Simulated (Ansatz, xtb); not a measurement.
Two isomers of BBrH8Si3

Structure a: `B[Si]([SiH3])([SiH3])Br`, a singlet. Structure b: `B[Si@@H]([SiH3])[SiH2]Br`, a singlet. Both are isolated molecules in the gas phase, relaxed with PBE0-D3(BJ)/def2-SVP; the shapes shown needn't be the lowest conformers.

a (Å):

```xyz
13

B     0.0771   -0.9007   -0.0519
Br    2.6594    1.5709   -0.1067
Si    0.6700    0.8150   -0.8621
Si    0.8794    0.6105   -3.1947
Si   -0.8918    2.5209   -0.4405
H     0.7132   -1.5020    0.7774
H    -0.9835   -1.3507   -0.4216
H    -0.4358    0.1992   -3.7765
H     1.9150   -0.4099   -3.5373
H     1.2808    1.9359   -3.7540
H    -0.4195    3.7727   -1.1043
H    -1.0239    2.7547    1.0289
H    -2.2207    2.1269   -1.0027
```

b (Å):

```
atom    x (Å)    y (Å)    z (Å)
   B  -3.0284   1.6095  -1.3870
  Br  -0.6594  -3.2814  -0.9381
  Si  -2.0518  -0.0080  -2.0263
  Si   0.2456   0.5221  -1.9622
  Si  -2.2101  -1.7382  -0.4522
   H  -3.7568   2.2576  -2.0992
   H  -2.8543   1.9832  -0.2505
   H  -2.4131  -0.5228  -3.3844
   H   0.6586   0.6679  -0.5331
   H   0.5189   1.8058  -2.6785
   H   1.0253  -0.5760  -2.6058
   H  -3.5355  -2.4240  -0.4421
   H  -1.9179  -1.2148   0.9148
```

Quicker runs give these differences E(b) − E(a): GFN2-xTB −1.35 kcal/mol; HF/STO-3G −0.32 kcal/mol (at GFN2-xTB geometries); r2SCAN-D4/def2-SVP +1.19 kcal/mol (at GFN2-xTB geometries).

Problem. Which of the two would you expect CCSD(T)/def2-SVP + ΔMP2/def2-TZVPP electronic energies to favour?

Solution. Too close to call at this level: CCSD(T)/def2-SVP + ΔMP2/def2-TZVPP gives E(b) − E(a) = +0.40 kcal/mol.

Level by level:

```
                             level              geometry  E(b) − E(a) (kcal/mol)  departure from the last row (kcal/mol)  job, with rough time for the two
                          GFN2-xTB              GFN2-xTB                     −1.35                                   −1.75               optimisation, 0.5 s
                         HF/STO-3G              GFN2-xTB                     −0.32                                   −0.71                 single point, 1 s
                r2SCAN-D4/def2-SVP              GFN2-xTB                     +1.19                                   +0.79               single point, 6.2 s
              PBE0-D3(BJ)/def2-SVP  PBE0-D3(BJ)/def2-SVP                     +0.22                                   −0.18             optimisation, 1.8 min
                       HF/def2-SVP  PBE0-D3(BJ)/def2-SVP                     +0.45                                   +0.06           part of the CCSD(T) run
                      MP2/def2-SVP  PBE0-D3(BJ)/def2-SVP                     +0.20                                   −0.19           part of the CCSD(T) run
                  CCSD(T)/def2-SVP  PBE0-D3(BJ)/def2-SVP                     +0.17                                   −0.23                      single point
CCSD(T)/def2-SVP + ΔMP2/def2-TZVPP  PBE0-D3(BJ)/def2-SVP                     +0.40                                                        single point, 79 s
```

As drawn, both hold the same kinds of bond in the same numbers.

The largest departure from CCSD(T)/def2-SVP + ΔMP2/def2-TZVPP is that of GFN2-xTB, 1.75 kcal/mol. The last row adds to CCSD(T) the change of the MP2 difference between the two basis sets, here +0.23 kcal/mol.

With thermal terms from frequencies at re-optimised GFN2-xTB minima (ideal gas, soft modes damped towards free rotors, one conformer each, 298.15 K, 1 atm): on the last row, ΔE + ΔZPE = +0.88, ΔH = +0.49, ΔG = +1.37 kcal/mol.

The correlated steps freeze 25 core orbitals; the filled d shell of Br is correlated, in a basis made for valence electrons. Mirror images aren't counted in ΔG. Codes used: Ansatz 0.2.0, xtb 6.7.1; the last row on 2 threads of Intel(R) Xeon(R) Platinum 8259CL CPU @ 2.50GHz (Skylake/Cascade Lake) on a shared host.

The two isomers are nearly degenerate, with a slight lean towards a, the one with bromine on the central silicon. Moving bromine to a terminal silicon exchanges Si–Br and Si–H positions without changing the bond count, so only second-order substituent effects remain. The main electronic feature also survives the move: in both geometries the empty p orbital on boron faces the two Si–Si bonds, which are good σ donors, while the Si–Br bond in a and the central Si–H bond in b lie near the BH₂ plane. Hyperconjugation into boron is therefore probably similar in both and largely cancels.

Hartree–Fock in the small basis lands within 0.06 kcal/mol of the best value, but this looks like compensation, since correlation shifts the balance towards b and the larger basis shifts it back. The stronger preference for a in free energy is mainly entropic and probably reflects soft torsions and skeletal bends, so it is no evidence of stronger bonding in a.
